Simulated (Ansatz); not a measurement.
BiMo: the change of energy less free atoms and pressure with volume scale

All results are calculated (Ansatz 0.2.0). Periodic Kohn-Sham DFT of a crystal at fixed atoms, scaled to volume_scale times the given cell; pressure positive in compression, energy less spherical unpolarised free atoms, largest_vzz the field gradient of largest size among the nuclei.

The cell before it is scaled or strained (space group F-43m, No. 216):
```
cell vectors (Å)
   0.0000     3.1578     3.1578
   3.1578     0.0000     3.1578
   3.1578     3.1578     0.0000
atoms (fractions of the cell vectors)
Mo  0.00000  0.00000  0.00000
Bi  0.25000  0.25000  0.25000
```

Settings of every row: method all-electron LAPW; functional PBE; relativity scalar; k mesh 11x11x11; filling fermi-dirac; smearing width 0.08 eV; basis error target 0.5 meV/atom; nucleus gaussian.

Atom start moment: 0 on all atoms.

Limits: no spin-orbit coupling on heavy atoms; the cell comes from a prototype or a list of computed structures and needn't be the stable phase.

| row | volume scale | V (Å³/atom) | energy less free atoms (eV/atom) | pressure (GPa) |
| --- | --- | --- | --- | --- |
| 1 | 0.96 | 30.229 | -5.7187 | 2.939 |
| 2 | 0.98 | 30.859 | ? | ? |
| 3 | 1 | 31.487 | -5.7298 | 0.007 |
| 4 | 1.02 | 32.118 | -5.7274 | -1.229 |
| 5 | 1.04 | 32.748 | -5.7204 | -2.333 |

Question: what energy less free atoms and pressure should row 2 give?

Worked fit of energy less free atoms. Take u = (V_r/V)^(2/3) − 1 with V_r = 31.803 Å³ an atom, which is twice the finite (Eulerian) strain; such expansions in the strain, on which the Birch-Murnaghan equation of state is built, carry the rest volume and the bulk modulus. The shown rows have u = 0.03442, 0.00668, -0.00655, -0.01933. Least squares give energy less free atoms = −5.72921 − 0.1821 × u + 14.161 × u² eV/atom; a straight line predicts inner rows, each left out in turn, worse (root mean square 0.0063 against 1.7e-05 eV/atom). All shown rows lie on it to the printed digit. Its lowest point lies at u = 0.0064, or V = 31.5 Å³ an atom, and the curvature there gives the bulk modulus at fixed shape and fractions, B = (4/9)(1 + u)² E″(u)/V = 64.9 GPa. The withheld row has u = 0.02029, so the fit gives −5.72921 − 0.1821 × (0.02029) + 14.161 × (0.02029)² = -5.7271 eV/atom.

The calculation gave -5.7272 eV/atom. The fit lies 0.0001 eV/atom (0.9 % of the column's range) above it, one unit of the last digit.

Worked fit of pressure. Take u = (V_r/V)^(2/3) − 1 with V_r = 31.803 Å³ an atom, which is twice the finite (Eulerian) strain; such expansions in the strain, on which the Birch-Murnaghan equation of state is built, carry the rest volume and the bulk modulus. The shown rows have u = 0.03442, 0.00668, -0.00655, -0.01933. Least squares give pressure = −0.6301 + 93.674 × u + 290.88 × u² GPa; a straight line predicts inner rows, each left out in turn, worse (root mean square 0.13 against 0.0045 GPa). The rows lie off it by 0.000, -0.002, 0.002, -0.001. The pressure vanishes at u = 0.0066, or V = 31.49 Å³ an atom, and there the bulk modulus at fixed shape and fractions is B = −V dP/dV = (2/3)(1 + u) dP/du = 65.4 GPa. The withheld row has u = 0.02029, so the fit gives −0.6301 + 93.674 × (0.02029) + 290.88 × (0.02029)² = 1.390 GPa.

The calculation gave 1.391 GPa. The fit lies 0.001 GPa (0.019 % of the column's range) below it, one unit of the last digit.
